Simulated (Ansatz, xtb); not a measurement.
Ligand exchange: SiH3Br + CH2BrCl → SiH3Cl + CH2Br2

Species: SiH3Br `[SiH3]Br`, singlet; CH2BrCl (bromochloromethane) `ClCBr`, singlet; SiH3Cl (chlorosilane) `[SiH3]Cl`, singlet; CH2Br2 (dibromomethane) `BrCBr`, singlet. The partners trade Br for Cl: Si–Br and C–Cl bonds give way to Si–Cl and C–Br.

Shapes, held fixed at every level: PBE0-D4/def2-TZVP. Programs: Ansatz 0.2.0, xtb 6.7.1. The zero-point and thermal change to 298 K, harmonic and unscaled (PBE0-D4/def2-TZVP), is -0.3 kJ/mol.

**Question.** Estimate ΔH(298 K) of this reaction.

**Answer.** The highest level, CCSD(T)/def2-TZVPP, gives ΔH(298 K) = -11.8 kJ/mol; the levels span -11.8 to +13.9. They disagree on the sign: 1 of 8 are positive. The column of differences is taken from that level and isn't an error. No measured value is set beside it here. Relativity is left out for Br unless named. Correlated rows may include outer-core shells of Br, which these sets cover unevenly. Times are processor times on shared x86 and Arm servers, and rough.

```csv
level,kind,ΔH(298 K) (kJ/mol),less CCSD(T)/def2-TZVPP,CPU time (sum over the molecules)
GFN2-xTB,semi-empirical,+13.9,+25.7,0.21 s
HF/def2-SVP,Hartree–Fock,-7.3,+4.5,–
SPW92/def2-TZVPP,LDA,-5.3,+6.5,10 s
B3LYP-D4/def2-TZVPP,global hybrid,-9.9,+1.9,22 s
r2SCAN0-D4/def2-TZVPP,global hybrid,-7.1,+4.7,32 s
CCSD(T)/def2-SVP,coupled cluster or CI,-6.2,+5.6,13 s
CCSD/def2-TZVPP,coupled cluster or CI,-11.5,+0.3,–
CCSD(T)/def2-TZVPP,coupled cluster or CI,-11.8,0.0,95 s
```

Exchange is exothermic at every level except GFN2-xTB, so bromine moves to carbon and chlorine to silicon. Replacing Br by Cl strengthens a bond to either element, but the gain is larger at silicon. Silicon is the more electropositive, so its halides have more ionic character and benefit more from the smaller, more electronegative chlorine.

Hartree–Fock and CCSD(T) nearly agree in the def2-SVP basis, at -7.3 and -6.2 kJ/mol, which suggests that the preference comes mainly from bond polarity already present at the mean-field level, with much of the correlation energy cancelling between the two sides. Perturbative triples barely matter in the larger basis, whereas enlarging the basis takes CCSD(T) from -6.2 to -11.8 kJ/mol. The direction of exchange is therefore better supported than its exact size. The positive GFN2-xTB value probably reflects an imbalance in its parametrised silicon–halogen and carbon–halogen bond strengths. A favourable reaction enthalpy says nothing about how fast the halogens would exchange.
